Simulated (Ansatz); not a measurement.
# Harmonic lattice heat capacities of bcc Ta and W on a reduced temperature scale, from PBE phonons

The harmonic lattice heat capacity at constant volume is calculated for bcc Ta and bcc W from PBE linear-response phonons, per mole of atoms, at temperatures from 50 to 800 K. Each temperature is divided by the metal's own Debye temperature θ, taken from the second moment of its phonon density of states. The question is whether the two metals then share one curve, and at which of the tabled temperatures a single θ no longer suffices. Thermal models of refractory metals often replace the full phonon spectrum by one Debye temperature, so the size of the resulting error matters. The reference is the Debye function evaluated with the same θ; electronic and thermal-expansion contributions, which a measured heat capacity contains, are absent.

## Method

Known crystals without imaginary modes on mesh or path. The structures stem from measured cells of the Crystallography Open Database, directly or through a relaxation at another level; cell and atoms were relaxed at zero pressure at each row's own level, inside the symmetry of the start, with no thermal or zero-point expansion. Program: Ansatz 0.2.0, plane waves, PBE, the program's default PAW potentials, scalar-relativistic without spin-orbit coupling, no spin polarisation. Wave-function cutoff 420 eV (the default for the potentials of each cell); on the k meshes (Γ-centred) the least product of divisions and cell-vector length runs from 66 to 69 Å, relaxations included. Residual pressures at rest stay under 0.01 GPa. Occupations: methfessel-paxton smearing of 0.2 eV. Harmonic modes at natural masses come from linear response (density functional perturbation theory), with the acoustic sum rule imposed. The sums run over phonons interpolated from the q mesh of each crystal (span 9 Å or more), at the static cell. The tabled runs alone: cutoff 420 eV, k length 66 to 69 Å, k mesh 24×24×24. Warnings of the programs on runs behind the rows: eigensolver not converged (all rows). The rows are a selection of points from finer curves. The same in all rows: heaviest over lightest atomic mass: 1.00.

Notes on method and selection:

- The second moment fixes the approach to the classical limit: C ≈ 3R(1 − θ²/(20T²)). At low T the lowest branches decide.
- Harmonic lattice part alone: no electronic or expansion terms. The 50 K rows are the least sure on these meshes.
- In cells without a Kohn-Sham gap the frequencies depend on k mesh and smearing; the size of that error was not measured for these rows.
- Spin-orbit coupling is left out; it matters most with heavy elements (here Ta, W).
- Runs that did not converge, have known faults or may not be shown are not listed, and runs on Ansatz's PAW sets soft_1 and soft_2 are kept to separate tables.

Columns:

- T over θ: temperature over the second-moment Debye temperature of the crystal.
- Debye temperature (K): Debye temperature from the second moment of the phonon density of states, (ħ/k)·√(5⟨ω²⟩/3).
- heat capacity (J/(mol K)): harmonic lattice heat capacity at constant volume per mole of atoms (classical limit 24.94).
- entropy (J/(mol K)): harmonic vibrational entropy per mole of atoms.

## Computed values

| member | crystal | T over θ | temperature (K) | Debye temperature (K) | heat capacity (J/(mol K)) | entropy (J/(mol K)) |
| --- | --- | --- | --- | --- | --- | --- |
| 50 K | Ta (bcc) | 0.234 | 50 | 214 | 11.61 | 5.79 |
| 100 K | Ta (bcc) | 0.467 | 100 | 214 | 20.05 | 17.04 |
| 150 K | Ta (bcc) | 0.701 | 150 | 214 | ? | ? |
| 200 K | Ta (bcc) | 0.935 | 200 | 214 | 23.57 | 32.39 |
| 300 K | Ta (bcc) | 1.402 | 300 | 214 | 24.32 | 42.12 |
| 500 K | Ta (bcc) | 2.336 | 500 | 214 | 24.71 | 54.66 |
| 800 K | Ta (bcc) | 3.738 | 800 | 214 | 24.85 | 66.31 |
| 50 K | W (bcc) | 0.167 | 50 | 299 | 6.31 | 2.21 |
| 100 K | W (bcc) | 0.334 | 100 | 299 | 16.50 | 10.16 |
| 150 K | W (bcc) | 0.502 | 150 | 299 | ? | ? |
| 200 K | W (bcc) | 0.669 | 200 | 299 | 22.35 | 23.95 |
| 300 K | W (bcc) | 1.003 | 300 | 299 | 23.74 | 33.33 |
| 500 K | W (bcc) | 1.672 | 500 | 299 | 24.50 | 45.68 |
| 800 K | W (bcc) | 2.676 | 800 | 299 | 24.77 | 57.27 |

Cells marked ? are withheld until the estimate has been made.

## Why the values move as they do

At equal temperature the metals differ clearly: at 100 K, Ta has 20.05 and W 16.50 J/(mol K), a gap of 3.55. The cause is the stiffer lattice of W. The atomic masses are nearly equal, so the squared ratio of the Debye temperatures, (299/214)² = 1.95, is close to the ratio of the restoring forces on a displaced atom. The extra d electron of W fills further bonding states, which is the usual explanation of this stiffening.

Dividing by θ removes most of the difference. The reference curve is C = 9R (T/θ)³ ∫ t⁴eᵗ/(eᵗ − 1)² dt, with t running from 0 to θ/T and 3R = 24.94 J/(mol K). From 200 K upward it reproduces every shown value of both metals to about 0.01 J/(mol K), and it does the same for Ta at 100 K. This agreement is expected when T is not small against θ, because the leading quantum correction, −3Rθ²/(20T²), depends only on the second moment that defines θ. For Ta at 100 K higher moments also count, so the close match there is a property of this spectrum and not a necessity.

The departures appear in the coldest rows. For W the phonon values of 16.50 at 100 K and 6.31 at 50 K lie below the Debye function, by about 0.07 and about 0.36 J/(mol K); the latter is about 6% of the heat capacity. For Ta at 50 K the phonon value of 11.61 lies above the function by about 0.08.

On cooling, the low-frequency modes carry a growing share of the heat capacity, and the second moment, weighted towards high frequencies, describes them poorly. The Debye temperature from the mean sound speed lies above the second-moment value in W and below it in Ta, which agrees in sign with both departures. It comes from the same phonons, so this is a check of consistency and not independent evidence. The 50 K values are the least certain on these phonon meshes, so the small excess in Ta is less secure than the deficit in W.

A common scaling error in all frequencies of one metal, whether from smearing or from the missing spin-orbit coupling, would shift its θ but leave its curve against T/θ unchanged. Errors that differ from mode to mode would not cancel in this way; the eigensolver warning, which concerns the phonon runs of both metals, leaves room for such errors.

## Blind estimate

Plain estimates from the members shown:

- 150 K (Ta (bcc)), straight-line interpolation between 100 K and 200 K: w = (0.701 − 0.467) / (0.935 − 0.467) = 0.500, so 20.05 + 0.500 × (23.57 − 20.05) = 21.81 J/(mol K)

The straight line between 100 and 200 K gives 21.81 J/(mol K) for Ta at 150 K. This is too low, because the heat capacity bends towards its classical limit in this interval and a chord runs beneath such a curve. The Debye function with the tabled θ is the better route: for Ta it returns 20.05 at 100 K and 23.57 at 200 K, equal to the phonon results on both sides of the missing point.

With x = θ/T = 214/150 = 1.427, the function can be expanded as

C = 3R (1 − x²/20 + x⁴/560 − x⁶/18144 + x⁸/633600).

With (214/150)² / 20 = 0.10177, (214/150)⁴ / 560 = 0.00740 and (214/150)⁶ / 18144 = 0.00046, the sum is 1 − 0.10177 + 0.00740 − 0.00046 + 0.00003 = 0.90520, and 24.94 × 0.90520 = 22.58 J/(mol K). No further shift is warranted, since the low-frequency departure seen at 50 K has already vanished within the printed digits at 100 K.

The main uncertainty is the rounding of θ to a whole kelvin. A change of 0.5 K alters the result by 24.94 × (2 × 0.102 − 4 × 0.0074) × 0.5/214 = 0.01 J/(mol K). The agreement at the two neighbouring temperatures is at least as close, so 0.01 is taken as the standard deviation.

**Committed estimate, 150 K (Ta (bcc)): heat capacity = 22.58 ± 0.01 J/(mol K).**

## The answer

| member | crystal | T over θ | temperature (K) | Debye temperature (K) | heat capacity (J/(mol K)) | entropy (J/(mol K)) |
| --- | --- | --- | --- | --- | --- | --- |
| 150 K | Ta (bcc) | 0.701 | 150 | 214 | 22.58 | 25.74 |
| 150 K | W (bcc) | 0.502 | 150 | 299 | 20.59 | 17.75 |

| member | estimate | heat capacity (J/(mol K)) | computed | estimate − computed | miss in error bars |
| --- | --- | --- | --- | --- | --- |
| 150 K (Ta (bcc)) | committed | 22.58 | 22.58 | 0.00 | 0.0 |
| 150 K (Ta (bcc)) | interpolation | 21.81 | 22.58 | −0.77 |  |

The estimate of 22.58 J/(mol K) for Ta at 150 K equals the computed value to the printed digits and so lies inside its error bar of 0.01. The straight line between 100 and 200 K came out 0.77 too low, as expected for a chord beneath a curve that bends towards its limit.

The Debye function with the second-moment θ therefore held, but this was a mild test, because the function already matched the phonon results on both sides of the gap. The W row at 150 K, T/θ = 0.502, is a little more demanding. There the computed 20.59 lies about 0.02 below the function, in line with the larger deficits of about 0.07 at 100 K and about 0.36 at 50 K.

Both rows support the second moment as the quantity that controls the heat capacity in this range. They say little about the low-frequency modes, whose influence shows mainly at 50 K.

## Exceptions

In heat capacity the row farthest from the common curve is W at 50 K, about 0.36 J/(mol K) below the Debye function. The sign fits a spectrum with fewer soft modes than a Debye spectrum of the same second moment, though the phonon mesh may contribute at this temperature. Ta at 50 K lies 0.08 above the function, and this excess cannot be assigned to the metal itself.

I supported its sign above with the Debye temperature from the mean sound speed, and for Ta that support fails. One transverse branch of Ta leaves the zone centre with a slope well below the one needed to reach its frequency at the nearest calculated q point. An acoustic branch normally bends the other way, so the slow start is most likely an artefact of interpolation from a coarse q mesh. With a normal start the Debye temperature from sound would be higher, and it could lie above the second-moment value, as it does in W. Modes that are too soft also raise the heat capacity at 50 K, so the excess of Ta may shrink or change sign on a denser q mesh. The corresponding branches of W show no such slow start, and there the comparison remains a check of consistency.

The entropy shows a failure that does not fade on heating. For T well above θ/2 the Debye entropy is S = 3R (4/3 − ln x + x²/40 − x⁴/2240), with x = θ/T. For W at 800 K, x = 299 / 800 = 0.374. With 4 / 3 = 1.3333, −ln(299 / 800) = 0.9842 and (299 / 800)² / 40 = 0.0035, this gives S = 24.94 × (1.3333 + 0.9842 + 0.0035) = 57.89 J/(mol K), against 57.27 from the phonons, a deficit of 57.89 − 57.27 = 0.62. At 300 K the same formula gives nearly the same deficit, about 0.6. Ta departs the other way, by only about 0.1 at both temperatures. The rounding of θ does not explain this, because the unrounded value lies slightly above 214 K, which widens the gap. Long waves that are too soft would raise the entropy of Ta, however, so the sign of this departure is not secure either.

The reason is that the classical entropy depends on the mean logarithm of the frequencies, which gives soft modes more weight than the second moment does. A shortage of soft modes in W lowers its entropy even where its heat capacity has become classical.

## Closing remarks

The heat capacities of Ta and W share one Debye curve to about 0.02 J/(mol K) in all tabled rows with T/θ of 0.467 or more. Larger departures appear at 100 K in W and at 50 K in both metals, and only that of W at 50 K reaches several per cent. The small one of Ta may come from the q mesh, so these rows do not show on which side of the Debye function Ta lies at 50 K. Where the curve is shared, another temperature for either metal can be estimated about as well from its θ alone. Whether other metals follow equally closely is not shown by two members.

In W, one θ does not serve both heat capacity and entropy; in Ta the difference is too small and too uncertain to decide this. To reproduce the entropy of W at 800 K, θ must be raised by a factor exp(0.62/24.94) = 1.025, to 299 × 1.025 = 306 K.

For comparison with measured heat capacities at constant pressure, the electronic and thermal-expansion terms have to be added. Both are positive and grow on heating, so close agreement with the Debye curve at high temperature does not by itself imply agreement with experiment.
